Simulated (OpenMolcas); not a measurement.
## AlH (SMILES [AlH]): the energy, rung by rung

AlH: 2 atoms, total charge 0, spin state singlet. As SMILES, `[AlH]`. The shape comes from GFN2-xTB, which is rough for such elements, and wasn't checked as a minimum.

```xyz
2

Al    0.0000    0.0000    0.0000
H     0.0000    0.0000    1.6135
```

Each level gives the energy change with the Al1–H2 bond stretched from 1.613 to 2.824 Å (eV). The values are calculated.

| level | kind | program | value (eV) | less FCI/pcseg-0 |
| --- | --- | --- | --- | --- |
| HF/pcseg-0 (restricted) | Hartree–Fock | OpenMolcas | 1.90 | +0.53 |
| SVWN5/pcseg-0 (restricted) | LDA | OpenMolcas | 1.54 | +0.17 |
| PBE/pcseg-0 (restricted) | GGA | OpenMolcas | 1.51 | +0.14 |
| r2SCAN/pcseg-0 (restricted) | meta-GGA | OpenMolcas | 1.63 | +0.26 |
| M06-2X/pcseg-0 (restricted) | hybrid meta-GGA | OpenMolcas | 1.76 | +0.39 |
| B2PLYP/pcseg-0 (restricted) | double hybrid | OpenMolcas | 1.68 | +0.31 |
| CASSCF(2,2)/pcseg-0 | multireference | OpenMolcas | 1.24 | -0.13 |
| FCI/pcseg-0 | exact in the basis | OpenMolcas | 1.37 | 0.00 |

FCI/pcseg-0 is exact within its basis and frozen core, so for wave-function methods in that basis the difference is their error; functionals converge differently with the basis, so for them it is only a difference. Spin-restricted single references rise too steeply as a bond breaks, Hartree–Fock most of all. The first shape isn't each level's own minimum. The values span 1.24 to 1.90 eV. All rows use very small basis sets, so even the best lies far from the true value.

Every restricted single-reference level makes the stretch costlier than FCI does, while CASSCF(2,2) makes it too cheap. As the Al–H σ bond lengthens, its bonding and antibonding orbitals approach degeneracy, and a single closed-shell determinant retains too much ionic character. Two active orbitals let the bonding electrons separate, which removes most of the Hartree–Fock error. What remains is probably dynamic correlation, including that between the bond pair and the aluminium 3s pair, which stabilises the compact molecule more than the stretched one.

Among the functionals, PBE and SVWN5 rise least, probably because semilocal exchange mimics part of the left–right correlation that exact exchange lacks. The larger rises with M06-2X and B2PLYP fit this picture, although r2SCAN also lies above PBE without any exact exchange. Climbing the functional ladder therefore brings no steady approach to FCI here, and PBE's closeness may reflect compensating errors. The stretched geometry is still short of separated atoms, so these energies are not dissociation energies.
